## Equal energies, unequal pressures in zinc selenide

If the energy of a crystal grows as the square of its volume change, the pressure grows in direct proportion to that change, because pressure is the slope of energy against volume with its sign reversed. Two cells of equal energy, one squeezed and one stretched, must then have equal and opposite pressures. The smallest and largest cells below differ in energy by only 1 meV per atom, yet their pressures are 9.74 and −5.85 GPa. The parabola, which describes a solid well close to its equilibrium volume, has failed over this range, and two rows are enough to see it.

Ansatz 0.2.0, scalar-relativistic PBE without spin polarisation, PAW and plane waves to 420 eV: ZnSe (F-43m, two-atom cell) at fixed volumes, with an 8×8×8 k mesh and Gaussian smearing of 0.02 eV. Energies are extrapolated to zero smearing and given relative to the elements' standard crystals in the same functional; pressure is positive in compression.

```csv
volume (Å³/atom),shortest distance (Å),energy over elements (eV/atom),pressure (GPa)
20.715,2.378,-0.637,9.740
21.519,2.409,-0.677,6.280
22.021,2.427,-0.694,4.440
22.757,2.454,-0.708,2.100
23.359,2.476,-0.713,0.470
23.539,2.482,-0.713,0.030
23.807,2.491,-0.713,-0.600
24.952,2.531,-0.700,-2.870
25.546,2.551,-0.688,-3.830
25.860,2.561,-0.680,-4.280
25.915,2.563,-0.678,-4.360
27.174,2.604,-0.638,-5.850
```

### The compressed cells, 20.715 to 22.757 Å³ per atom

A positive pressure means that the crystal pushes outward. For a parabola it follows the straight line

$$P = B_0\,(1 - V/V_0),$$

where $V$ is the volume per atom, $V_0$ its value at zero pressure and $B_0$ the bulk modulus there. The rows around the minimum give $V_0 = 23.55$ Å³ and $B_0 = 56$ GPa.

In the smallest cell this line predicts 6.8 GPa, 30 per cent below the computed pressure. The cause shows in the local stiffness. Between the two smallest volumes the bulk modulus is already 91 GPa, so a constant taken from the minimum is far too soft here.

Part of the stiffening is geometry. Volume goes as the cube of the shortest distance $d$, so a change of bond length turns into pressure through

$$P = -\frac{d}{3V}\,\frac{dE}{dd},$$

with $E$ the energy per atom. The same force along the bonds gives more pressure in a smaller cell. If the bonds were perfect springs, this effect would raise the prediction for the smallest cell to 7.7 GPa, which closes about a third of the gap.

The rest must come from the way the energy itself depends on the bond length. A diatomic molecule is the simpler system to think of: its energy curve is steep on the inside, where filled shells overlap and repel, and shallow on the outside, where the bonding overlap fades. The crystal shares this shape, which is standard bonding theory and not something that the table separates into parts. The likeness ends there, since every atom here has four neighbours and all bonds change together, so a molecule's constants can't be carried over.

### Around the minimum, 23.359 to 23.807 Å³ per atom

Here the parabola works, and for that reason these rows can't expose its failure. Three rows print the same energy, −0.713 eV per atom relative to the elements, because energy is flat at a minimum. Pressure is not flat: it falls from 0.47 to −0.60 GPa and changes sign on the way. It therefore locates the equilibrium volume much more sharply than the printed energies do.

These rows also supply most of what a better curve needs. A simple form for the energy of a stretched or squeezed bond is

$$E = -E_c\,(1+a)\,e^{-a}, \qquad a = \frac{d-d_0}{l},$$

where $E_c$ is the energy needed to separate the crystal into atoms, $d_0$ the equilibrium bond length and $l$ the distance over which bonding fades. The slope of this curve is that of a spring multiplied by $e^{-a}$. That factor exceeds one on compression and is below one on stretching, which is the asymmetry that the parabola lacks.

The length $l$ follows from the stiffness at the minimum. The curvature of the bond curve there is $E_c/l^2$, and that of the crystal is $9B_0V_0/d_0^2$, so

$$l = d_0\sqrt{\frac{E_c}{9B_0V_0}}.$$

For $E_c$, the computed binding relative to the elements is added to rough, recalled cohesive energies of solid zinc and selenium, which gives about 2.6 eV per atom. With $B_0V_0$ equal to 8.3 eV and $d_0$ to 2.48 Å, $l$ comes out at 0.47 Å.

### The stretched cells, 24.952 to 27.174 Å³ per atom

Negative pressures belong to cells held under tension. The straight line now gives too strong a pull, where before it gave too weak a push: for the largest cell it predicts −8.7 GPa, a tension nearly half as large again as the computed one. The crystal has softened, and between the two largest volumes its bulk modulus is down to 31 GPa.

The bond curve can be tried on this row, which played no part in setting its constants. The bond has grown from 2.482 to 2.604 Å, a ratio $x = d/d_0$ of 1.049. Perfect springs would give

$$P = 3B_0\,\frac{1-x}{x^2} \approx 3 \times 56 \times \frac{-0.049}{1.10} \approx -7.5\ \text{GPa}.$$

The fading of the bond then enters through $a = 0.122/0.47 = 0.26$. The factor $e^{-0.26}$ is 0.77, and the product is −5.8 GPa, close to the computed −5.85 GPa.

Over all rows the curve stays within about 0.1 GPa of the computed pressure, as the output after this text shows. At both ends its values are slightly too small in size. A shortfall at both ends points to $B_0$: the two rows that give it are centred at 23.583 Å³, on the soft side of $V_0$, so it is expected to be slightly low. The last per cent shouldn't be taken seriously in any case, because a cohesive energy 20 per cent larger would lower the prediction for the smallest cell by 0.2 GPa. What the comparison supports is the lopsided shape. It doesn't single out this formula, since others that stiffen equally fast under pressure would do about as well over this range.

One caution belongs to the largest cell. The electronic states were sampled on a mesh, and a crossing of bands between its points may have been missed. The gap makes that unlikely. In every row both of its edges lie at the centre of the Brillouin zone, which was sampled, and it shrinks smoothly as the crystal expands, down to 0.63 eV in this cell.

### How far the parabola can be trusted

For small changes the bond curve turns into a rule. The straight line errs, relative to the true pressure, by the relative volume change times

$$1 + \frac{d_0}{3l} \approx 2.8.$$

The one is geometry and the rest is the bond. The factor equals $(B'+1)/2$, where $B'$ is the rate at which the bulk modulus rises with pressure; the bond curve's pressure is the Vinet equation of state, with $B'$ estimated from the cohesive energy instead of fitted. In the nine rows away from the minimum the computed factor lies between 2.5 and 3.1. An engineer who converts a volume change of 3 per cent into pressure with a single bulk modulus should thus allow for an error of nearly a tenth.

The same expression suggests what to look for in a neighbouring compound with similar tetrahedral bonds. A crystal whose product $B_0V_0$ is large for its cohesive energy has a small $l$ compared with its bond length, and its parabola should fail sooner. Where the product is small the parabola should last longer, although the geometric part of the error remains. The rule shouldn't be carried to strongly ionic crystals: rock salt, as recalled, has a small product for its cohesive energy and yet stiffens quickly under pressure, because separation into neutral atoms is the wrong energy scale for its bonds.

The failure is easy to overlook when only energies are fitted. A parabola through all twelve energies misses them by about 4 meV per atom in root mean square, which looks harmless. Yet its minimum lies at 23.82 Å³ instead of 23.55 Å³, a lattice 0.4 per cent too long. When the fitted points reach far up both sides, as here, a symmetric curve imitates the lopsided well by sliding towards the shallow side. Comparing the fitted minimum with the volume at which the computed pressure vanishes reveals the error, and fitting a lopsided curve instead reduces it.

### An error that this comparison can't catch

Energy and pressure do agree with each other. Adding up pressure times volume change from the minimum to either end reproduces the rise in energy to about 1 meV per atom. The lopsided well is therefore a property of the calculated crystal and not a fault in its stresses.

Such agreement does not make the equilibrium volume right, because both quantities come from the same density functional. PBE usually makes lattices of this kind too long, by roughly 1 per cent as a recalled figure. Its correction for density gradients, which serves atoms and molecules well, favours uneven densities too strongly in many solids and so weakens the pull between the atoms. Zero-point motion and temperature, both absent here, would normally lengthen the lattice further, so they don't excuse the error.

The table shows what such an error would look like. A cell whose edges are 1 per cent shorter than the PBE equilibrium is under 1.8 GPa in this calculation. If that were the real crystal's size, a sample at rest would appear to be compressed. The row at 22.757 Å³ is close to this case: it is the cell taken from the structure database, its cube edge of 5.67 Å matches the recalled measured lattice, and it is under 2.10 GPa here. The parabola's failure can be found inside the table, by setting energy against pressure; the functional's failure needs a reference from outside, such as a measured lattice.

Output of the analysis:

```
fit of energy_over_elements on 12 rows: constant -0.7123 +/- 0.0017, coefficient of dv -0.09117 +/- 0.016, coefficient of dv**2 3.995 +/- 0.19; rms 0.00367, worst 20.715 -0.00633, leave-one-out rms 0.00781
Pressures in GPa, computed and from three models:
     row  computed  parabola_in_volume  bond_spring  bond_curve
  20.715      9.74               6.775        7.698       9.626
  21.519      6.28               4.855        5.312       6.222
  22.021      4.44               3.656         3.91         4.4
  22.757       2.1               1.898        1.964       2.087
  23.359      0.47              0.4604       0.4642       0.471
  23.539      0.03             0.03048       0.0305     0.03053
  23.807      -0.6             -0.6096      -0.6031     -0.5916
  24.952     -2.87              -3.344       -3.156      -2.845
  25.546     -3.83              -4.763        -4.39      -3.792
   25.86     -4.28              -5.513       -5.019      -4.239
  25.915     -4.36              -5.644       -5.128      -4.314
  27.174     -5.85              -8.651       -7.492      -5.773
Volume at zero pressure, A3 per atom: 23.55
Bulk modulus near zero pressure, GPa: 56.25
Bulk modulus between the two smallest volumes, GPa: 90.88
Bulk modulus between the two largest volumes, GPa: 31.41
Estimated cohesive energy, eV per atom: 2.613
Decay length l of the bond curve, A: 0.4652
Parabola in volume less computed pressure at smallest volume, GPa: -2.965
Parabola in volume less computed pressure at largest volume, GPa: -2.801
Bond spring less computed pressure at smallest volume, GPa: -2.042
Bond spring less computed pressure at largest volume, GPa: -1.642
Largest miss of the bond curve over all rows, GPa: 0.1136
Bond curve at smallest volume if cohesive energy is 20 percent larger, GPa: 9.441
Integrated pressure less energy rise on compression, meV per atom: 1.12
Integrated tension less energy rise on expansion, meV per atom: -0.1586
Minimum of the parabola fitted to all energies, A3 per atom: 23.82
Lattice length error of that parabola, percent: 0.3789
Bulk modulus of that parabola, GPa: 54.97
Pressure when the lattice is 1 percent shorter than at zero pressure, GPa: 1.842
```
